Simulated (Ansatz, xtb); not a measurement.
## CH6F3GeNSi: which of two isomers lies lower

We compare I, `[NH2][GeH]([SiH3])[C](F)(F)F`, a singlet, with II, `N[SiH2][GeH2][C](F)(F)F`, a singlet. Both are isolated molecules in the gas phase, relaxed with r2SCAN-D4/def2-SVP; each stands in its lowest conformer found.

Quicker runs give these differences E(II) − E(I): GFN2-xTB −6.7 kcal/mol; HF/STO-3G −1.9 kcal/mol (at GFN2-xTB geometries); r2SCAN-D4/def2-SVP//GFN2-xTB −9.3 kcal/mol.

Problem. Estimate E(II) − E(I) at the level CCSD(T)/def2-SVP + ΔMP2/def2-TZVPP.

Solution. Calculated at CCSD(T)/def2-SVP + ΔMP2/def2-TZVPP: E(II) − E(I) = −9.2 kcal/mol, so structure II lies lower.

Level by level:

| level | geometry | E(II) − E(I) (kcal/mol) | departure from the last row (kcal/mol) | job, with rough time for the two |
| --- | --- | --- | --- | --- |
| GFN2-xTB | GFN2-xTB | −6.7 | +2.5 | optimisation, 0.33 s |
| HF/STO-3G | GFN2-xTB | −1.9 | +7.3 | single point, 0.96 s |
| r2SCAN-D4/def2-SVP//GFN2-xTB | GFN2-xTB | −9.3 | −0.1 | single point, 9 s |
| r2SCAN-D4/def2-SVP | r2SCAN-D4/def2-SVP | −9.8 | −0.6 | optimisation, 3.1 min |
| HF/def2-SVP | r2SCAN-D4/def2-SVP | −8.7 | +0.5 | part of the CCSD(T) run |
| MP2/def2-SVP | r2SCAN-D4/def2-SVP | −8.1 | +1.1 | part of the CCSD(T) run |
| CCSD(T)/def2-SVP | r2SCAN-D4/def2-SVP | −7.9 | +1.3 | single point |
| CCSD(T)/def2-SVP + ΔMP2/def2-TZVPP | r2SCAN-D4/def2-SVP | −9.2 |  | single point, 4.2 min |

As drawn, II has 1 N–Si, 1 Ge–H in place of 1 Ge–N, 1 Si–H.

None of the levels shown reverses the order. The largest departure from CCSD(T)/def2-SVP + ΔMP2/def2-TZVPP is that of HF/STO-3G, 7.3 kcal/mol. A small imaginary or near-zero mode remains, so no thermal terms are given. The last row adds to CCSD(T) the change of the MP2 difference between the two basis sets, here −1.3 kcal/mol.

The correlated steps freeze 19 core orbitals; the filled d shell of Ge is correlated, in a basis made for valence electrons. Programs: Ansatz 0.2.0, xtb 6.7.1; the last row on 2 threads of Arm Neoverse V1 on a shared host.

Structure II is favoured electronically by 9.2 kcal/mol, and the exchange of bonds offers a natural explanation. Moving the amino group from germanium to silicon gains a Si–N bond at the expense of a Ge–N bond, while a Si–H bond gives way to a weaker Ge–H bond. The first change probably outweighs the second: silicon is less electronegative than germanium and its valence orbitals are more compact, so its bond to nitrogen is both more polar and better overlapping. Donation from the nitrogen lone pair into σ* orbitals at silicon may add to this.

The preference is already present at Hartree–Fock level with def2-SVP, −8.7 kcal/mol, so it doesn't depend on electron correlation. The much smaller value with STO-3G probably reflects the minimal basis, which lacks the flexibility and polarisation functions needed to describe these polar bonds. The total difference doesn't isolate the Si–N preference, because the amino group also moves away from the germanium that carries the strongly electron-withdrawing CF3 group.
